**Notebook: hyperfine constants of the carbons around Cr in SiC**

One full unpaired s electron on a carbon or silicon atom gives an isotropic hyperfine constant of roughly 4000 MHz in size, a rough recalled figure. The known neighbours of a Cr atom in SiC show between 7.7 and 34.6 MHz in size. Their nuclei therefore sense only a faint trace of the defect's spin, and such a trace can have either sign.

The Cr atom sits on a silicon site, with four carbons around it at about 2 Å and a shell of silicon atoms at about 3.1 Å. Results for two of the carbons, C44 and C25, are covered. The question is what constant each of them should have, and with which sign.

Ansatz 0.2.0, plane waves, PBE, default PAW datasets, scalar-relativistic; cutoff 420 eV; spin-polarised, atomic positions relaxed. Host SiC, Si replaced by Cr, charge -1, supercell of 48 atoms, mesh 4x3x2. 3 unpaired electron(s); A of H = A I.S from the contact spin density alone.

| atom | distance from the defect (Å) | site moment (muB) | mass number | isotropic hyperfine constant (MHz) |
| --- | --- | --- | --- | --- |
| Cr1 | 0.02 | 2.04 | 53 | 17.2 |
| C38 | 1.97 | -0.03 | 13 | -7.7 |
| C44 | 1.98 | ? | 13 | ? |
| C25 | 1.99 | ? | 13 | ? |
| C40 | 2.00 | -0.02 | 13 | -9.6 |
| Si5 | 3.06 | 0.01 | 29 | -18.7 |
| Si14 | 3.06 | 0.00 | 29 | -12.1 |
| Si20 | 3.07 | 0.00 | 29 | -11.9 |
| Si3 | 3.07 | 0.01 | 29 | -14.7 |
| Si16 | 3.07 | 0.00 | 29 | -10.8 |
| Si7 | 3.07 | 0.02 | 29 | -34.6 |
| Si9 | 3.08 | 0.01 | 29 | -12.6 |
| Si11 | 3.08 | 0.01 | 29 | -15.2 |
| Si15 | 3.10 | 0.01 | 29 | -13.7 |
| Si19 | 3.10 | 0.01 | 29 | -10.6 |
| Si13 | 3.10 | 0.01 | 29 | -9.8 |

**What the constant measures**

The constant $A$ couples the spin of a nucleus to the spin of the electrons. It follows the contact spin density $\rho_s$, the surplus of majority-spin over minority-spin electrons exactly at the nucleus:

$$A \propto \frac{g_N\,\rho_s}{n}$$

Here $g_N$ is the nuclear g factor and $n$ is the number of unpaired electrons, three in this cell. The site moment is a different measure, because it collects the spin in a whole sphere around the atom.

The sign of $A$ can't be compared directly between elements. The factor $g_N$ is positive for carbon-13 but negative for silicon-29 and chromium-53. Once it is divided out, the contact density is negative at Cr, negative at the two known carbons and positive at every listed silicon. Carbon and silicon thus have the same sign of $A$ for opposite reasons.

**Why carbon should be negative**

Consider first the limit in which all the spin sits in the d shell of Cr and disturbs nothing else. A d orbital vanishes at its own nucleus and would not reach the neighbours, so every constant in the table would be zero. What the table shows is therefore the response of the other electrons to that d spin, together with any unpaired spin that spreads beyond the d shell.

The usual account of this response rests on exchange, which lowers the energy of an electron where its orbital overlaps with occupied orbitals of equal spin. In a Cr–C bond, the majority-spin electron is drawn towards the Cr d shell, and its minority-spin partner is left more on the carbon. The carbon then has a small negative moment and a negative contact density, as both known carbons do. The signs agree with this argument but do not prove it.

An opposing effect is the direct spreading of a d orbital onto the carbon, which would bring majority spin there. It is expected to add little to the contact density if the d spin sits in the two d orbitals that point between the bonds. In an ideal tetrahedron these cannot mix with the s orbitals of the four carbons. A Cr moment of about two would fit two electrons in that pair.

The Cr nucleus shows a related effect. Its atom holds a moment of +2.04 μB, yet the contact density at the nucleus is negative, as expected when the d shell polarises the inner s electrons. Semilocal functionals underestimate this core polarisation, so the sign of the Cr value deserves more trust than its size.

**How large the effect is**

The mean of the two known carbons is $(-7.7-9.6)/2=-8.65$ MHz. Because $A$ is defined per unpaired electron, the total contact density corresponds to three times this value. Compared with a full s electron, that is

$$\frac{3\times(-8.65)}{4000}\approx-0.006,$$

or somewhat less than a hundredth of an electron. The site moments, -0.02 and -0.03 μB, have the same sign and are a few times larger. That is reasonable, since they also count p electrons, which do not touch the nucleus.

**Why distance is a poor guide**

It is tempting to let the constant fall off as $1/r^3$, with $r$ the distance from the defect. That law belongs to the direction-dependent dipole coupling between two distant spins, not to the contact term listed here. The silicon shell shows the difference: $1/r^3$ changes by only 4 % across it, while $A$ varies by a factor of 3.5. What counts is how the spin cloud is shaped, and the distance does not reveal that.

Si7 is the clearest case, at 2.8 times the median of the other ten silicon atoms. It may lie midway between the Cr atom and a periodic copy of it, and so receive spin from both. The cell does hold such an atom: its shortest edge is 6.152 Å, and half of that, 3.076 Å, is the distance to a nearest silicon neighbour. This one atom fills two of the twelve neighbour places around a silicon site, which is why only eleven are listed. Whether it is Si7 stays open, since several others lie at nearly the same distance.

The cloud does not seem to be confined to Cr. About 0.9 of the three unpaired spins lies outside the atomic spheres whose moments are shown above. Part of this may be the outer tail of the Cr d shell, but a widely spread added electron would explain the amount, and also the positive density on silicon. Semilocal functionals exaggerate such spreading, however, and no orbital occupations are available to confirm the picture. The run also reports a gap of only about 0.04 eV between filled and empty states, so the shape of the cloud may hinge on which of several close states the electron takes. The cell is also small, and its charge is balanced by a uniform background, which can distort a wide cloud.

**The forecast**

The simplest model gives each shell of neighbours one constant. For carbon this is the mean of the two known values, and the covered carbons take no part in it. Two values are too few to show how much carbons differ among themselves, so I borrow the relative scatter of the silicon shell, 44 %, most of which is due to Si7. Applied to carbon it gives 3.8 MHz, which I round to 4 MHz.

The forecast is the same for C44 and C25:

- The hyperfine constant is -8.7 MHz, within a range of -12.7 to -4.7 MHz.
- The site moment is about -0.025 μB, within a range of -0.05 to 0.00 μB.

I forecast no order between the two. A straight line in distance through the known carbons would shift either value by about 0.3 MHz, far less than the error bar. The main risk is an uneven spin cloud that singles out one carbon, as something singles out Si7.

**The computed values**

The withheld rows as computed:

| atom | distance from the defect (Å) | site moment (muB) | mass number | isotropic hyperfine constant (MHz) |
| --- | --- | --- | --- | --- |
| C44 | 1.98 | -0.03 | 13 | -9.0 |
| C25 | 1.99 | -0.03 | 13 | -13.4 |

The sign is right for both carbons, and both site moments fall within their range. C44 is a clear hit, 0.35 MHz from the forecast. C25 is a miss: at -13.4 MHz it lies 4.75 MHz from the forecast and just beyond the lower end of the range.

Distance does not rescue C25. The straight line would have put it at -9.0 MHz, and C40, slightly farther from the defect, has a weaker constant than C25. The site moment, given to only two decimals, shows no clear warning either, since C25 has the same -0.03 μB as C38 and C44. A sphere can hold the same total spin with a different share of it at the nucleus.

Part of the fault lies in my error bar. It allowed for the scatter of a single carbon about the shell mean, but not for the uncertainty of a mean taken from only two atoms. If the carbons scatter independently, the bar should be wider by $\sqrt{1+1/2}\approx1.2$, which makes it nearly 5 MHz. That is about the size of the miss, so C25 is less odd than the narrower range suggested. This is hindsight, and the forecast still counts as missed.

Why C25 in particular has the strongest constant remains open. The four carbons need not be alike, however. The cell edges fit the hexagonal 4H form of SiC, in which one of the four bonds lies along the hexagonal axis and the other three do not, and the small cell can make those three unequal as well. C25 is probably the carbon on the axis, to judge by the atom numbers. Take 24 from each carbon's number: C25 leads to Cr1, while the other three lead to Si14, Si16 and Si20, all members of the silicon shell. That is the pattern expected if the carbons are listed in the order of the silicon sites they bond to along the axis. Why the axial carbon should have the strongest constant would still need a map of the spin density. The difference may also carry no physical meaning, because contact densities this small are uncertain by about their own size.

**What the shell model can do**

For carbon, one constant per shell gives the sign and the order of magnitude. With all four values known, the mean is $(-7.7-9.0-13.4-9.6)/4\approx-10$ MHz, and the strongest constant is 1.7 times the weakest. For silicon the model comes within about 5 MHz for ten atoms and fails badly for Si7, which it misses by about 20 MHz. The printed analysis below gives this fit, made to the two known carbons and the eleven silicon atoms with Cr left out.

For a neighbour of such a defect, the reasoning runs in a fixed order. First decide whether majority or minority spin is in surplus at the nucleus itself, which the site moment need not reveal, as Cr shows. Then multiply by the sign of the nuclear g factor, and only then estimate a size from atoms in the same shell. The agreement found here is between atoms of one calculation, so it shows how regular the carbon shell is, not how close these constants come to a measurement.

Numerical output:

```
fit of A on 13 rows (A_mass < 50): coefficient of isC -8.65 +/- 4.7, coefficient of isSi -14.97 +/- 2; rms 6.13, worst Si7 19.6, leave-one-out rms 6.78
  rows outside the fit (model, value, miss): Cr1 0, 17.2, -17.2; C44 -8.65, -9, 0.35; C25 -8.65, -13.4, 4.75
relative scatter of A in the Si shell, percent: 44.46
this scatter applied to the carbon mean, MHz: 3.846
forecast of A for each hidden carbon, MHz: -8.65
lower end of the forecast range, MHz: -12.65
upper end of the forecast range, MHz: -4.65
rival forecast for C44 from a line in distance, MHz: -8.333
rival forecast for C25 from a line in distance, MHz: -8.967
forecast of the site moment of each hidden carbon, muB: -0.025
computed site moment of C44, muB: -0.03
computed site moment of C25, muB: -0.03
A over nuclear g factor at Cr1 (sign of contact spin density), MHz: -53.75
A over nuclear g factor, mean of the two known carbons, MHz: -6.179
A over nuclear g factor, median of the Si shell, MHz: 11.45
A of Si7 over the median of the other ten Si: 2.802
largest over smallest size of A in the Si shell: 3.531
change of 1/r^3 across the Si shell, percent: 3.973
sum of the site moments of the known rows, muB: 2.08
part of the 3 unpaired spins outside these known spheres, muB: 0.92
```
